**Question.** The table describes the lattice vibrations of rocksalt MgS, calculated with a density functional in the harmonic approximation. Heat capacity and entropy are in units of kB per atom; the free energy is in meV per atom and includes the zero-point energy. Predict all three at 900 and 1000 K, each with a range, and explain why one of them has almost stopped changing while the other two have not.

Harmonic vibrational properties of rocksalt MgS at a fixed volume of 17.88 Å³/atom, calculated with Ansatz 0.2.0 using the PBE functional, PAW, a plane-wave cutoff of 420 eV and an 8×8×8 k mesh. The force constants come from linear response on a 4×4×4 q mesh, and the free energy includes the zero-point energy.

```tsv
temperature (K)	phonon entropy (kB/atom)	phonon free energy (meV/atom)	phonon heat capacity (kB/atom)
100	0.730	38.4	1.463
200	2.117	26.0	2.440
300	3.171	3.0	2.728
400	3.973	-28.0	2.842
500	4.614	-65.1	2.897
600	5.145	-107.2	2.928
700	5.598	-153.5	2.947
800	5.992	-203.5	2.959
900	?	?	?
1000	?	?	?
```

**Model answer.** A vibration can take up energy only in quanta. At 100 K many quanta in MgS are larger than the thermal energy kT, so those vibrations are partly frozen and the heat capacity is only 1.463. At 800 K kT is more than twice the typical quantum. Each vibration then takes up nearly its classical share of kB, and with three vibrations per atom the heat capacity has reached 2.959 of a possible 3.

The entropy has no such ceiling. It follows the logarithm of the number of levels the vibrations can reach, and that number keeps growing with temperature. Once the heat capacity is nearly constant, the entropy grows as 3 ln T, so equal steps in temperature add less and less. The free energy falls at a rate equal to the entropy, and therefore falls ever faster.

What remains is the small shortfall of the heat capacity from 3. For one vibration with quantum ħω, theory gives a heat capacity of 1 − x²/12 + x⁴/240 when x = ħω/kT is small. Summed over the spectrum, this leaves two constants, which I fit to the heat capacities from 400 to 800 K:

C = 3 − 2.646 u + 1.875 u², with u = (100 K/T)².

At 900 K, u = 1/81 = 0.0123. The first correction is 0.0327 and the second 0.0003, so C = 3 − 0.0327 + 0.0003 = 2.968.

Dividing C by T and integrating gives the entropy, up to one constant taken from the known entropies of the same five rows. From 800 to 900 K the entropy gains 0.349, close to the classical 3 ln(900/800) = 0.353. The harmonic free energy contains the same three constants and needs no further one.

The predictions for 900 and 1000 K are:

- heat capacity: 2.968 and 2.974 kB, each ±0.001;
- entropy: 6.341 and 6.654 kB, each ±0.002;
- free energy: −256.6 and −312.6 meV, each ±0.2.

The ranges cover the rounding of the table, the uncertainty of the fit and the small misses in the known free energies. They refer to what this calculation will give, not to a measurement.

The withheld rows as computed:

```tsv
temperature (K)	phonon entropy (kB/atom)	phonon free energy (meV/atom)	phonon heat capacity (kB/atom)
900	6.342	-256.7	2.968
1000	6.655	-312.7	2.974
```

**Remarks on the reasoning.** All six values lie within their ranges. The heat capacities agree to the last printed digit, and the two entropies were predicted 0.001 too low, which is no more than rounding can produce. Both free energies came out 0.1 meV too high. The predicted fall from 800 to 900 K was nevertheless right: the table gives 256.7 − 203.5 = 53.2 meV, and so does the model. The model already stood slightly too high at 800 K and carried that offset along.

The answer rightly leaves the coldest rows out of the fit. The formula is a series cut after two corrections, and it fails once kT is small against the quanta: at 100 K it gives 2.229 where the table has 1.463. Stiffer bonds or lighter atoms mean larger quanta, and the same formula would then become usable only at a higher temperature.

A simpler description, the Einstein model, replaces the whole spectrum by a single frequency. If that frequency is chosen to match the calculated zero-point energy, the heat capacity at 800 K is only 0.003 too high, but the entropy is 0.14 too low. A hot crystal's heat capacity has almost forgotten its frequencies, whereas its entropy still depends on them through their geometric mean. Expressed as a temperature, that mean is 297 K, while the zero-point energy fixes the arithmetic mean at 311 K.

A Debye spectrum with the same zero-point energy contains a spread of frequencies, and its geometric mean comes out almost exactly right. That does not make the spectrum of MgS a Debye spectrum. With two atoms in its cell, the crystal also has optical vibrations, which the Debye model counts as if they were sound waves. Hot thermodynamic data depend on a few averages, and quite different spectra can share them.

All rows follow from one set of force constants at one fixed volume, so the success confirms the extrapolation and not the accuracy of the calculation for real MgS. This matters to anyone computing a heat balance. Real MgS is expected to expand on heating, and its heat capacity at constant pressure should then lie above the constant-volume value, by a margin that grows with temperature. The plateau near 3 should therefore not be used as a measured heat capacity at 1000 K.

The output below lists the fit and the model's result for every row.

Numerical output:

```
fit of 3 - phonon_heat_capacity on 5 rows (temperature >= 400): coefficient of u 2.646 +/- 0.0068, coefficient of u**2 -1.875 +/- 0.13; rms 0.000136, worst 700 0.000216, leave-one-out rms 0.000374
  rows outside the fit (model, value, miss): 100 0.7706, 1.537, -0.766; 200 0.5443, 0.56, -0.0157; 300 0.2708, 0.272, -0.00116; 900 0.03238, 0.032, 0.000379; 1000 0.02627, 0.026, 0.000271
Series model and its misses (model less table), C and S in kB, F in meV per atom:
   row  C model      C miss  S model      S miss  F model     F miss  Einstein C miss  Debye C miss
   100    2.229      0.7664   0.5875     -0.1425     38.2    -0.1965         -0.04767      -0.02094
   200    2.456     0.01573    2.114   -0.002784    25.99  -0.006928          0.02093      0.001299
   300    2.729    0.001165     3.17  -0.0006171    2.996  -0.004108          0.01657      0.003255
   400    2.842   -4.21e-05    3.973   7.611e-05   -27.93    0.07465          0.01098      0.002413
   500    2.897   0.0001653    4.614  -0.0001781   -65.02    0.08278         0.007889      0.002067
   600    2.928  -4.961e-05    5.145   5.643e-06   -107.1    0.06976         0.005562      0.001386
   700    2.947  -0.0002164    5.598  -0.0001254   -153.5    0.03424         0.004015     0.0008872
   800    2.959    0.000116    5.992   0.0002218   -203.4    0.05975         0.003409     0.0009844
   900    2.968  -0.0003793    6.341  -0.0007245   -256.6    0.09002         0.002252     0.0003192
  1000    2.974  -0.0002712    6.654  -0.0007215   -312.6     0.0733         0.001876     0.0003017
Geometric, arithmetic and root-mean-square phonon temperature, first the geometric (K): 297.1
Arithmetic mean phonon temperature from the zero-point energy (K): 311.4
Root-mean-square phonon temperature from the heat capacity (K): 325.3
Debye temperature from the zero-point energy (K): 415.2
Geometric mean of that Debye spectrum (K): 297.5
Root mean square of that Debye spectrum (K): 321.6
Einstein entropy less table at 800 K (kB per atom): -0.1424
Model entropy gain from 800 to 900 K (kB per atom): 0.3491
Model entropy gain from 900 to 1000 K (kB per atom): 0.313
Model free energy change from 800 to 900 K (meV per atom): -53.17
Model free energy change from 900 to 1000 K (meV per atom): -56.02
Withheld heat capacities within 0.001 kB, of 2: 2
Withheld entropies within 0.002 kB, of 2: 2
Withheld free energies within 0.2 meV, of 2: 2
```
